## One fluorine, three places to sit

A flexible molecule can satisfy its main steric demand and still have several shapes open to it. What then decides which shape prevails? The molecule here, (Z)-5-fluoro-4-methylpent-2-enenitrile, has a saturated carbon carrying H, CH₃ and CH₂F next to a double bond, with a nitrile on the same side at the far end. Three of its shapes place H in the favoured position at the double bond, yet one of them holds almost three quarters of the molecules.

Five conformers of (Z)-5-fluoro-4-methylpent-2-enenitrile without solvent, from PySCF 2.14.0 and tblite 0.8.0, with B3LYP-D3(BJ)/pcSseg-1 energies at GFN2-xTB geometries. Free energies and weights at 298.15 K combine the DFT energies with GFN2-xTB quasi-harmonic terms. The torsions are C1-C2-C3-C4 and C1-C2-C7-F8.

```
number  torsions in degrees  GFN2-xTB energy above its lowest (kcal/mol)  DFT energy above the lowest (kcal/mol)  free energy above the lowest (kcal/mol)  weight (%)  dipole (D)
     1             (118,62)                                        0.000                                   0.000                                    0.000       73.50       2.510
     2            (119,-63)                                        0.380                                   1.040                                    0.970       14.30       4.490
     3           (114,-177)                                        0.080                                   1.130                                    1.100       11.50       4.840
     4            (-2,-171)                                        1.550                                   2.700                                    3.040        0.40       2.570
     5           (-107,-69)                                        1.500                                   3.140                                    3.370        0.20       4.310
```

Two rotations describe the five forms. The first torsion, C1-C2-C3-C4, turns the saturated carbon C2 against the double bond C3=C4. The second, C1-C2-C7-F8, turns the C–F bond against the methyl group C1. The first rotation separates the low forms from the high ones, and the second separates the low forms from each other.

### The double bond chooses hydrogen

In a Z alkene the groups at the two ends of the double bond lie on the same side. Whatever eclipses C=C therefore points towards the nitrile end and may crowd it. Hydrogen is the smallest choice. The crowding that a larger group causes in this position is known as allylic 1,3-strain. With the methyl group about 120° away from the double bond, as in forms 1 to 3, the handedness of C2 puts hydrogen in the eclipsing position.

Form 4 puts methyl there instead, and form 5 puts CH₂F roughly there. Both lie well above the first three forms in GFN2-xTB as well as in DFT. Together the three forms with eclipsing hydrogen hold about 99% of the weight.

Forms 3 and 4 show the cost of the wrong choice. In both, fluorine is anti to the methyl group, that is, on the opposite side of the C2–C7 bond. The main change is that methyl replaces hydrogen over the double bond, and the DFT energy rises by 1.57 kcal/mol. This difference is not pure strain, because the turn also changes how the C–F bond faces the nitrile.

### Fluorine and nitrile: aligned or opposed

C–F and C≡N are both strongly polar, with their negative ends at F and N. If the two bonds point the same way, their dipoles add; if they point in opposite ways, the dipoles partly cancel. The torsions fix the angle between them, so the molecular dipole can be estimated from the shape and a typical dipole for each group.

Take form 1. Ideal staggered torsions, with tetrahedral angles at the saturated carbons and 120° angles at the double bond, give an angle θ of about 170° between C–F and C≡N. Rough recalled group dipoles are 1.9 D for C–F and 4.0 D for the conjugated nitrile. Adding them as vectors gives

μ² = 1.9² + 4.0² + 2 × 1.9 × 4.0 × cos θ.

With cos θ ≈ −0.98, the three terms are about 3.6, 16 and −14.9 D². Their sum is 4.7 D², so μ is about 2.2 D. The calculation gives 2.51 D. No constant was fitted to this or any other row.

The same construction explains why the dipoles fall into two groups. In forms 2 and 5 fluorine is anti to the alkene carbon C3. With ideal angles the C–F bond is then parallel to the bond from C3 to C2, however C2 is turned against the double bond, and that direction makes 60° with C≡N. The GFN2-xTB structure of form 2 comes close to this, at about 66°, so its dipoles largely add. In form 5 the angle is about 89°. There the C–F dipole stands almost at right angles to that of the nitrile, and the molecule is strongly polar because the nitrile dipole is no longer cancelled. Form 3, with an ideal angle of about 76°, is also strongly polar.

The model separates the two weakly polar forms from the three strongly polar ones, but it does not reproduce the finer order. It overestimates the dipoles of forms 2 and 5 by 0.7 and 0.9 D, and so wrongly places both above form 3. For form 5 the ideal angle is mostly to blame: with the 89° of the GFN2-xTB structure, the same group dipoles give about 4.5 D, against 4.31 D in the calculation. For form 2 the 66° lowers the estimate only to about 5.1 D, against 4.49 D, so most of the error remains. Fixed group dipoles leave out the way the groups polarise each other, which may account for part of what is left.

### Why form 4 is weakly polar and still high

Among forms 1 to 3, the one with the smallest dipole has the lowest energy. It is tempting to make this a rule, but form 4 breaks it. Its dipole of 2.57 D is almost that of form 1, yet its DFT energy is 2.70 kcal/mol higher.

Geometry explains the contrast. In the ideal structures, the chain from fluorine through the double bond to nitrogen in form 4 is the mirror image of the chain in form 1. Fluorine and the nitrile therefore have the same distances and the same relative direction in both. What differs is where methyl and hydrogen sit on C2: in form 1 hydrogen eclipses the double bond, in form 4 methyl does.

The interaction between fluorine and nitrile is thus nearly the same in the two forms and can hardly be what raises form 4. Allylic strain is the natural main cause. The exchange of methyl and hydrogen also changes which bond lies anti to C–F, so the full 2.70 kcal/mol should not be read as strain alone.

### What puts form 1 ahead

The remaining question is why form 1 lies about 1 kcal/mol below forms 2 and 3, although hydrogen eclipses the double bond in all three. Two explanations are reasonable, and these energies do not separate them.

The first is electrostatic. Fluorine is farther from the nitrile nitrogen in form 1 than in forms 2 and 3, and the two bond dipoles are nearly opposed. Opposed dipoles do not have to attract, however, since their positions matter as well as their directions. Two crude charge pictures were therefore compared, one with a point dipole in each bond and one with the nitrile's charge spread along the conjugated chain. Both place form 2 above form 1, by roughly 1 to 2 kcal/mol, but they disagree on whether form 3 lies above or below form 1.

The second explanation is hyperconjugation, the donation of electrons from a filled bond orbital into the empty antibonding orbital of C–F. It works best when the two bonds are anti to each other, and a C–H bond is usually a better donor than a C–C bond. Only in form 1 is C–F anti to the C–H bond of C2. In forms 2 and 3 it is anti to a C–C bond, leading to the alkene and to methyl respectively. This fits the order, but it remains an argument from known chemistry.

### How firm is the lead?

A lead of 1 kcal/mol matters because the thermal energy RT at room temperature is only about 0.6 kcal/mol. Form 2 lies 0.97 kcal/mol above form 1 in free energy, which makes it roughly five times less abundant. The free-energy terms shift forms 2 and 3 by less than 0.1 kcal/mol relative to form 1, so the lead comes almost entirely from the electronic energy.

That energy depends strongly on the method. GFN2-xTB places form 3 only 0.08 kcal/mol above form 1. With GFN2-xTB energies and the same free-energy terms, the weight of form 1 would fall from 73.5% to about 38%. The DFT energies were themselves computed with a small basis set at GFN2-xTB geometries, so the size of the lead is less certain than the printed digits suggest.

The order of forms 2 and 3 is not settled at all. They differ by only 0.09 kcal/mol in DFT, and GFN2-xTB reverses them. For comparison, the data makers' tests on other systems showed noise of some hundredths of a kcal/mol in such relative energies; it was not measured for this molecule. At the upper end, the search found two more shapes, both more than 2 kcal/mol above the lowest in GFN2-xTB, which were not carried on to DFT. Forms 4 and 5 are therefore examples of strained shapes, not necessarily the next two in energy.

The weights also belong to the isolated molecule. A polar solvent generally stabilises a more polar shape more strongly, which here would favour forms 2 and 3 at the expense of form 1.

For a related Z alkene, the same reasoning can be applied in two steps. First turn the saturated carbon so that hydrogen eclipses the double bond. Then, among the shapes that remain, look at how the polar bonds face each other and which bond lies anti to the carbon–halogen bond. The dipole alone does not settle the order: here the least polar shape with eclipsing hydrogen is the lowest, but form 4 is just as weakly polar and lies high. The output below gives the dipole estimate and the charge pictures for all five forms. Both use ideal angles, which describe form 5 badly, so the values for that form should not be relied on.

Output of the analysis:

```
Dipole from ideal angles and rough group dipoles:
  row  angle C-F to C-N in degrees  model dipole in D  computed dipole in D  model less computed in D
    1                        169.5               2.16                  2.51                   -0.3499
    2                           60              5.216                  4.49                    0.7263
    3                        76.02              4.825                  4.84                  -0.01485
    4                        169.5               2.16                  2.57                   -0.4099
    5                           60              5.216                  4.31                    0.9063
Crude electrostatics in kcal/mol (order of magnitude only):
  row  F to N distance in angstrom  spread charges  point dipoles
    1                        5.612          0.1951         0.5323
    2                        5.074           2.547          1.503
    3                        4.256           1.507        0.05252
    4                        5.612          0.1951         0.5323
    5                        3.379           0.299          3.022
Effect of energy level and free-energy terms:
  row  DFT less GFN2-xTB in kcal/mol  free energy less DFT in kcal/mol  weight with GFN2-xTB energies in %  weight with DFT energies in %
    1                              0                                 0                               38.36                           73.5
    2                           0.66                             -0.07                               22.73                           14.3
    3                           1.05                             -0.03                               35.26                           11.5
    4                           1.15                              0.34                               1.579                            0.4
    5                           1.64                              0.23                               2.069                            0.2
Form 4 less form 3, DFT, kcal/mol: 1.57
Form 5 less form 2, DFT, kcal/mol: 2.1
Form 3 less form 2, DFT, kcal/mol: 0.09
Form 3 less form 2, free energy, kcal/mol: 0.13
Form 3 less form 2, GFN2-xTB, kcal/mol: -0.3
Weight of forms 1 to 3 together, %: 99.3
```
